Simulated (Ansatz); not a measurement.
## PtPb: pressure and energy less free atoms against volume per atom

All results are calculated (Ansatz 0.2.0). Periodic Kohn-Sham DFT of a crystal at fixed atoms; pressure and stress are positive in compression; the energy is the free energy less that of spherical unpolarised free atoms; site moments are those in the method's own spheres, positive along +z.

Cell of the first row (space group P6_3/mmc, No. 194):
```
CELL_PARAMETERS angstrom
4.16320 0.00000 0.00000
-2.08160 3.60550 0.00000
0.00000 0.00000 5.34460
ATOMIC_POSITIONS crystal
Pt 0.33333 0.66667 0.25000
Pt 0.66667 0.33333 0.75000
Pb 0.00000 0.00000 0.00000
Pb 0.00000 0.00000 0.50000
```

Settings of every row: method all-electron LAPW; functional LDA; relativity scalar; k mesh 10x10x7; filling fermi-dirac; smearing width 0.05 eV; basis error target 0.5 meV/atom; nucleus gaussian.

Atom start moment: 0 on all atoms.

Limits: no spin-orbit coupling on heavy atoms.

```
row  volume per atom (Å³)  pressure (GPa)  energy less free atoms (eV/atom)
  1                20.056          16.148                           -5.3443
  2                20.483          12.557                           -5.3825
  3                 20.91           9.364                           -5.4116
  4                21.123           7.907                           -5.4231
  5                21.336           6.538                           -5.4327
  6                 21.55           5.251                           -5.4405
  7                21.763               ?                                 ?
  8                 22.19           1.853                           -5.4545
  9                22.617          -0.069                           -5.4568
```

Question: what pressure and energy less free atoms should row 7 give?

Worked fit of pressure. Take u = (V_r/V)^(2/3) − 1 with V_r = 21.23 Å³ an atom, which is twice the finite (Eulerian) strain; such expansions in the strain, on which the Birch-Murnaghan equation of state is built, carry the rest volume and the bulk modulus. The shown rows have u = 0.03865, 0.02417, 0.01018, 0.00337, -0.00331, -0.00992, -0.02905, -0.04131. Least squares give pressure = 7.2105 + 204.591 × u + 688.74 × u² GPa; a straight line predicts inner rows, each left out in turn, worse (root mean square 0.36 against 0.0034 GPa). The rows lie off it by 0.001, -0.001, -0.001, -0.001, -0.003, 0.002, 0.005, -0.003 (root mean square 0.0025 GPa). The pressure vanishes at u = -0.0409, or V = 22.6 Å³ an atom, and there the bulk modulus at fixed shape and fractions is B = −V dP/dV = (2/3)(1 + u) dP/du = 94.8 GPa. Letting shape and atoms relax would as a rule lower it, by much in layered, chain or molecular crystals. The withheld row has u = -0.01639, so the fit gives 7.2105 + 204.591 × (-0.01639) + 688.74 × (-0.01639)² = 4.042 GPa.

The calculation gave 4.044 GPa. The fit lies 0.002 GPa (0.012 % of the column's range) below it; its largest miss of a shown row is 0.005 GPa.

Worked fit of energy less free atoms. Take u = (V_r/V)^(2/3) − 1 with V_r = 21.23 Å³ an atom, which is twice the finite (Eulerian) strain; such expansions in the strain, on which the Birch-Murnaghan equation of state is built, carry the rest volume and the bulk modulus. The shown rows have u = 0.03865, 0.02417, 0.01018, 0.00337, -0.00331, -0.00992, -0.02905, -0.04131. Least squares give energy less free atoms = −5.42813 + 1.4322 × u + 18.485 × u² + 14.9 × u³ eV/atom; a parabola predicts inner rows, each left out in turn, worse (root mean square 0.00023 against 2.9e-05 eV/atom). All shown rows lie on it to the printed digit. Its lowest point lies at u = -0.0407, or V = 22.6 Å³ an atom, and the curvature there gives the bulk modulus at fixed shape and fractions, B = (4/9)(1 + u)² E″(u)/V = 96.6 GPa. Letting shape and atoms relax would as a rule lower it, by much in layered, chain or molecular crystals. The withheld row has u = -0.01639, so the fit gives −5.42813 + 1.4322 × (-0.01639) + 18.485 × (-0.01639)² + 14.9 × (-0.01639)³ = -5.4467 eV/atom.

The calculation gave -5.4467 eV/atom. The fit meets it to the printed digit.
